# Zinc-blende AlN: reading the levels point by point

An electron state in a crystal carries a wave vector $k$, which says how the phase of the wave changes from one cell to the next. The table lists the levels at seven such wave vectors, in the cubic zinc-blende form of AlN. "Level under 1" is the highest filled level at a point and "level under 4" the lowest; "level over 1" is the lowest empty one. Energies count from the top of the filled levels.

ABINIT 10.8.3, plane-wave DFT with the PBE functional and PseudoDojo NC SR PBE v0.4.1 standard pseudopotentials, for zinc-blende AlN at a fixed geometry, without spin polarisation or spin–orbit coupling. The k mesh is 8×8×8 and the plane-wave cutoff 979.61 eV. Levels are numbered outward from the gap, and their energies count from the valence top.

```
point a (reciprocal cell vector)  point b (reciprocal cell vector)  point c (reciprocal cell vector)  level under 4 (eV)  level under 3 (eV)  level under 2 (eV)  level under 1 (eV)  level over 1 (eV)
                          0.0000                            0.0000                            0.0000             -14.967               0.000               0.000               0.000              4.192
                          0.5000                            0.0000                            0.0000             -12.917              -5.855              -0.480              -0.480              7.392
                          0.2500                            0.2500                            0.0000             -13.840              -2.882              -0.978              -0.978              5.965
                         -0.2500                            0.2500                            0.0000             -13.050              -4.361              -2.474              -0.523              7.815
                         -0.3750                            0.3750                            0.0000             -12.299              -4.250              -3.635              -1.372              5.171
                          0.5000                            0.5000                            0.0000             -12.282              -4.898              -1.775              -1.775              3.325
                         -0.2500                            0.5000                            0.2500             -12.225              -3.774              -3.436              -2.697              6.048
```

From top to bottom the points are Γ (all cells in phase), L (on the body diagonal of the cube), the halfway point from Γ to X, a point on the face diagonal between Γ and K, then K, X and W. X lies on the cube axis, where the phase turns fastest from layer to layer.

## 1. How large is the gap, and is it direct?

The highest filled level is at Γ and the lowest empty one at X, 3.325 eV above it. The gap is therefore indirect. At fixed wave vector the smallest distance is 4.192 eV, at Γ. Light carries almost no crystal momentum, so in this calculation strong absorption starts at the larger value, while between the two values a lattice vibration has to supply the change in $k$.

The run's gap over its whole mesh, which has many more points than these seven, is the same 3.325 eV. A mesh can miss a band edge that lies between its points, but the edges of zinc-blende AlN are known to lie at Γ and X, and this mesh contains both. The result belongs to the cubic form only: ordinary AlN is wurtzite, and its gap is direct.

## 2. Why do some filled levels come in pairs?

At Γ the three upper filled levels coincide. They are mainly N 2p, and in a cubic crystal with all cells in phase the three p directions are equivalent. A wave vector along a cube axis or a body diagonal singles out one direction. The p function along $k$ then goes its own way, while the two across it stay equivalent. This is why the two highest filled levels coincide at L, at X and halfway to X.

On the face diagonal the two directions across $k$ are a cube edge and the other face diagonal. No symmetry exchanges these, and at the point between Γ and K the two highest filled levels lie 1.951 eV apart. The same reasoning covers points that are not in the table: any point between Γ and L must keep its pair, whereas a point of no special symmetry will have none. Spin–orbit coupling, which this calculation leaves out, would split the triple level at Γ slightly.

## 3. Why does the single level fall so much further than the pair?

At L the single level lies at −5.855 eV and the pair at only −0.480 eV. The same order holds at X and halfway to it. Two effects are expected to work in the same direction, and the table, which holds no orbital weights, can't separate them.

The first, and probably the larger, needs only the N atoms. At Γ neighbouring p functions that meet end-on face each other with opposite lobes, which is antibonding. As the phase turns along $k$, the function that points along $k$ changes these strong end-on contacts into bonding ones and drops far. The two functions across $k$ gain much less of this and drop only a little. The second effect is a matter of which orbitals are allowed to mix.

Take the s function of one Al atom and its four N neighbours at the corners of a tetrahedron. At Γ all N p functions point the same way with the same phase. Some turn their positive lobe to the Al atom and others their negative lobe, and the four overlaps add up to exactly zero. N 2p and Al 3s therefore cannot mix at Γ.

Away from Γ the four N atoms have different phases, and the cancellation is lifted. For $k$ along a cube axis or a body diagonal it is lifted only for the p function that points along $k$. That function gains the empty Al 3s level as a bonding partner and is pushed down. The pair has no such partner, though it can still mix with Al 3p and so is not fixed in energy. This mixing widens the distance between single and pair, but it can't be the whole story. The summed overlap with Al 3s is larger at X than at L, yet the single level lies deeper at L, which is the order expected from the N–N coupling.

## 4. Can the shape of the deepest band be guessed?

The lowest level stays between −14.967 and −12.225 eV, far below the other three. It is mainly N 2s, by standard chemistry. Here the mixing rule is reversed: N 2s and Al 3s mix best at Γ, where all four overlaps have the same sign. This pushes the N level down most at Γ. Direct overlap between neighbouring N 2s functions is also most bonding at Γ and is expected to supply much of the width. Γ is indeed where the band has its lowest value.

The push is proportional to the square of the summed overlap. Squaring a sum of four terms gives a constant plus cross terms, each of which joins two N atoms that share an Al atom. Every N atom has twelve such partners, and adding their phases gives

$$E(k)=A+B\,S,\qquad S=\cos\pi k_x\cos\pi k_y+\cos\pi k_y\cos\pi k_z+\cos\pi k_z\cos\pi k_x .$$

Here $k_x$, $k_y$, $k_z$ are the components of $k$ along the cube edges in units of $2\pi/a$, with $a$ the cube edge. The sum $S$ is 3 at Γ, −1 at X and 0 at L. The constants $A$ and $B$ follow from the computed levels at Γ and X, so the other five points, which were not used to set them, can test the formula.

L lies three quarters of the way in $S$ from Γ to X. The levels at those two points differ by $-12.282+14.967=2.685$ eV, so the estimate for L is

$$-14.967+\tfrac34\times 2.685=-12.95\ \text{eV}.$$

The calculation gives −12.917 eV. The largest miss is at the halfway point to X, where the estimate is 0.22 eV too high, or 8 % of the band's whole spread.

The formula also gives L and the point between Γ and K the same energy, while the calculation puts them slightly apart. Something beyond this sum therefore contributes a little, be it more distant N atoms or mixing with p functions. The good agreement shows that the coupling is short-ranged. It can't show that the orbital is 2s, since any single round function on each N site would give the same formula. Nor can it show that the coupling runs through Al 3s: direct overlap between the same twelve N neighbours gives the same $S$.

## 5. What would change at X if the two atoms were alike?

At X the wave repeats after exactly one cube edge. Along this axis the crystal consists of alternating layers of Al and N, a quarter of the edge apart. Two standing waves fit: one has its maxima on the N layers and its nodes on the Al layers, and the other has them the other way round.

If both kinds of layer held the same element, as in diamond, the two waves would have the same energy by symmetry. In AlN the two lowest filled levels at X are 7.384 eV apart. The deeper one has its s part on N, the atom that attracts electrons more strongly. The upper one has its s part on Al, joined to the N p function along the axis; it is the single level of question 3.

This distance is thus a sign of how polar the crystal is. It is not simply the difference between two atomic levels, because bonding shifts both states. The pair at −1.775 eV is no such sign, since it would remain a pair in diamond too.

## 6. Why is the lowest empty level at X, and would Ga in place of Al change that?

From Γ to X the lowest empty level first rises from 4.192 to 5.965 eV and then drops to 3.325 eV. There are thus two separate valleys with a barrier between them. Such a course suggests that the state changes its character on the way, and the mixing rules say how.

At Γ the empty state is the antibonding partner of the deep band: Al 3s, pushed up by N 2s. At X this s–s mixing cancels completely. In the usual assignment the lowest empty state there combines N s with p and d functions of Al, and has no Al 3s part. Both kinds of state have the same symmetry along the axis, so they cannot cross, and one continuous band passes from the first kind to the second.

The energy of the cation's s level therefore acts on the Γ valley far more than on the X valley. In Ga the outer s level lies deeper than in Al, because the filled 3d shell screens the nucleus poorly. Replacing Al by Ga should lower the Γ valley, which has to come down by 0.867 eV relative to X before the gap turns direct. Zinc-blende GaN is in fact known to have a direct gap. Its longer bonds help, since they weaken the antibonding push at Γ.

## 7. Which digits can be trusted?

The answer depends on what is asked of them. The coincidences of levels are exact within this treatment, because symmetry enforces them. The order of the two valleys is also safe against small numerical changes, since they lie almost 0.9 eV apart.

That distance itself is not safe even in its first decimal. The calculation finds a pressure of about 4 GPa, so the cell is somewhat smaller than this functional would choose. Compression is expected to raise the Γ valley far more than the X valley, so a relaxed cell should bring the two closer together by enough to change that decimal, though not their order.

For the gap even the first digit is wrong as a statement about the real material. PBE places empty levels too close to filled ones, and the measured indirect gap of zinc-blende AlN is roughly 5 eV (a recalled value). An engineer should take from this table where the band edges lie and which valley is lower, and take the absorption edge from measurement or from a method made for gaps.
